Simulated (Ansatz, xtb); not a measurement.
Relative energy of two structures of CH6AsB+

Structure X is a doublet given by its coordinates and structure Y is the doublet with the links of `[CH2]B[AsH3+]`. Both are isolated ions in the gas phase, relaxed with PBE0-D3(BJ)/def2-SVP; the shapes shown needn't be the lowest conformers.

X (Å):

```xyz
9

C    -0.7607   -1.2357    0.2792
As   -1.0656    0.6019   -0.1797
B     0.6975   -1.6626   -0.1723
H    -0.0449    1.4893    0.4821
H    -0.8890   -1.3696    1.3678
H    -1.5234   -1.8686   -0.2076
H     1.4780   -0.9241   -0.7193
H    -0.9065    0.8109   -1.6624
H     0.9892   -2.8075    0.0723
```

Close contacts (Å): C1–As2 1.92, C1–B3 1.59, C1–H5 1.10, C1–H6 1.10, As2–H4 1.51, As2–H8 1.51, B3–H7 1.21, B3–H9 1.21.

Y (Å):

```xyz
9

C    -0.9674    0.3242   -1.2148
As    0.7134   -0.3697    1.3150
B     0.4128    0.0116   -0.6890
H    -1.1161    0.5246   -2.2828
H    -1.8808    0.3741   -0.6116
H     1.4325   -0.0508   -1.3173
H     1.6943    0.5819    1.9305
H     1.3170   -1.7217    1.5486
H    -0.4936   -0.3190    2.2014
```

Energies in hartree; the thermal terms are from PBE0-D3(BJ)/def2-SVP harmonic frequencies (ideal gas, rigid rotor, one conformer each, 298.15 K, 1 atm) and include the zero-point energy:

|  | X | Y |
| --- | --- | --- |
| E, CCSD(T)/def2-SVP | −2300.093290 | −2300.103737 |
| E, MP2/def2-SVP | −2300.040282 | −2300.048172 |
| E, MP2/def2-TZVPP | −2300.470347 | −2300.475934 |
| zero-point energy | 0.062201 | 0.061658 |
| H(298 K) − E | 0.068884 | 0.068532 |
| G(298 K) − E | 0.032585 | 0.031803 |

Q: Correct the CCSD(T) difference for the basis set by the MP2 change, then work out ΔE, ΔE₀, ΔH and ΔG for X → Y in kJ/mol (1 Eh = 2625.50 kJ/mol) and the equilibrium ratio [Y]/[X].

A: 1. Differences Y − X: CCSD(T) −0.010447, MP2 in the small set −0.007890, MP2 in the large set −0.005587 Eh.
2. ΔE = −0.010447 + (−0.005587 − (−0.007890)) = −0.008144 Eh = −21.38 kJ/mol.
3. ΔE₀ = ΔE + ΔZPE = −0.008144 + (−0.000543) Eh = −22.81 kJ/mol.
4. ΔH = ΔE + (−0.000352) Eh = −22.31 kJ/mol.
5. ΔG = ΔE + (−0.000782) Eh = −23.44 kJ/mol, so ΔS = (ΔH − ΔG)/T = +3.8 J/(mol K).
6. kT = 0.9442 mEh, so K = [Y]/[X] = exp(−ΔG/kT) = exp(+9.45) ≈ 1.3 × 10^4.

Structure Y is favoured at this temperature. An error of 4 kJ/mol in ΔG would change K by a factor of 5. GFN2-xTB gave ΔE the other sign. Mirror images and further conformers aren't counted.

Other levels gave ΔE = +56.5 (GFN2-xTB); −46.8 (HF/STO-3G, GFN2-xTB geometries); −32.5 (r2SCAN-D4/def2-SVP, GFN2-xTB geometries); −26.7 (PBE0-D3(BJ)/def2-SVP); −42.0 (HF/def2-SVP); −20.7 (MP2/def2-SVP); −27.4 (CCSD(T)/def2-SVP) kJ/mol. Open shells are spin-unrestricted. The correlated steps freeze 11 core orbitals; the filled d shell of As is correlated, in a basis made for valence electrons. Programs: Ansatz 0.2.0, xtb 6.7.1.

Y is favoured mainly for electronic reasons, since the thermal terms barely move the balance. X is H2As–CH2–BH2 with an electron removed, and its hole probably sits largely in the arsenic lone pair. In Y that pair instead binds boron, giving a closed-shell arsonium centre and leaving the unpaired electron on the CH2 carbon. The CH2 and boron planes coincide, so this electron can delocalise into boron's formally empty p orbital as a partial π bond. The gain is probably offset in part by exchanging C–As and B–H bonds for generally weaker As–B and As–H bonds, which would explain the moderate preference.

With def2-SVP, correlation reduces the Hartree–Fock preference for Y from 42.0 to 27.4 kJ/mol at CCSD(T) without reversing it; only GFN2-xTB places X lower. The large equilibrium ratio doesn't show that X would convert readily, as arsenic must move from carbon to boron and a hydrogen from boron to arsenic, over a barrier that wasn't computed.
